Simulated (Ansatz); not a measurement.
## Abstraction of F: CH7FSi2 + C2HF2Sn → CH7Si2 + C2HF3Sn

Gas-phase species: CH7FSi2 `F[SiH2]C[SiH3]`, singlet; C2HF2Sn `C#[C][Sn]([F])[F]`, doublet; CH7Si2 `[SiH2]C[SiH3]`, doublet; C2HF3Sn `C#[C][Sn]([F])([F])[F]`, singlet. A radical takes F: the energy is the difference in strength between the Si–F bond broken and the Sn–F bond made.

Shapes, held fixed at every level: PBE0-D4/def2-TZVP. Flexible molecules stand in one conformer, not always the lowest. Programs: Ansatz 0.2.0. Electronic energies: no zero-point or thermal term.

**Question.** Estimate ΔE of this reaction.

**Answer.** The highest level, CCSD(T)/def2-TZVPP, gives ΔE = +165.7 kJ/mol; the levels span +165.7 to +181.6. The column of differences is taken from that level and isn't an error. No measured value is set beside it here. Open shells run unrestricted. For atoms past krypton def2 sets carry core potentials with scalar relativity. Outer-core shells of Sn are correlated, in sets that cover them unevenly.

```json
{"level": "MP2/def2-TZVPP", "kind": "perturbation theory", "ΔE (kJ/mol)": "+168.1", "less CCSD(T)/def2-TZVPP": "+2.4"}
{"level": "PBE-D4/def2-TZVPP", "kind": "GGA", "ΔE (kJ/mol)": "+168.4", "less CCSD(T)/def2-TZVPP": "+2.7"}
{"level": "r2SCAN-D4/def2-TZVPP", "kind": "meta-GGA", "ΔE (kJ/mol)": "+171.2", "less CCSD(T)/def2-TZVPP": "+5.5"}
{"level": "wB97M-V/def2-TZVPP", "kind": "range-separated hybrid", "ΔE (kJ/mol)": "+181.6", "less CCSD(T)/def2-TZVPP": "+15.9"}
{"level": "B2PLYP/def2-TZVPP", "kind": "double hybrid", "ΔE (kJ/mol)": "+176.4", "less CCSD(T)/def2-TZVPP": "+10.7"}
{"level": "CCSD/def2-TZVPP", "kind": "coupled cluster or CI", "ΔE (kJ/mol)": "+167.8", "less CCSD(T)/def2-TZVPP": "+2.1"}
{"level": "CCSD(T)/def2-TZVPP", "kind": "coupled cluster or CI", "ΔE (kJ/mol)": "+165.7", "less CCSD(T)/def2-TZVPP": "0.0"}
```

Fluorine transfer from silicon to tin is strongly uphill at every level, so the Si–F bond broken is much stronger than the Sn–F bond made. Both bonds are very polar, but silicon's smaller size gives a shorter bond, with greater electrostatic attraction and better overlap with the compact fluorine 2p orbitals. Tin's larger, more diffuse valence shell binds fluorine less tightly. The electronegative groups on the stannyl radical probably add to the gap by concentrating 5s character in the singly occupied orbital, which makes the step to tin(IV) less rewarding.

Adding perturbative triples to CCSD lowers the reaction energy by only 2.1 kJ/mol, which suggests that higher correlation effects largely cancel between the two sides. PBE-D4 lies closer to CCSD(T) than wB97M-V does, but in a difference between two unlike bonds this may reflect cancellation rather than a better description of either. The spread leaves the direction of the exchange unaffected: energetically, the silyl radical should take fluorine from the trifluorostannane, though how fast it would do so depends on a barrier not computed here.
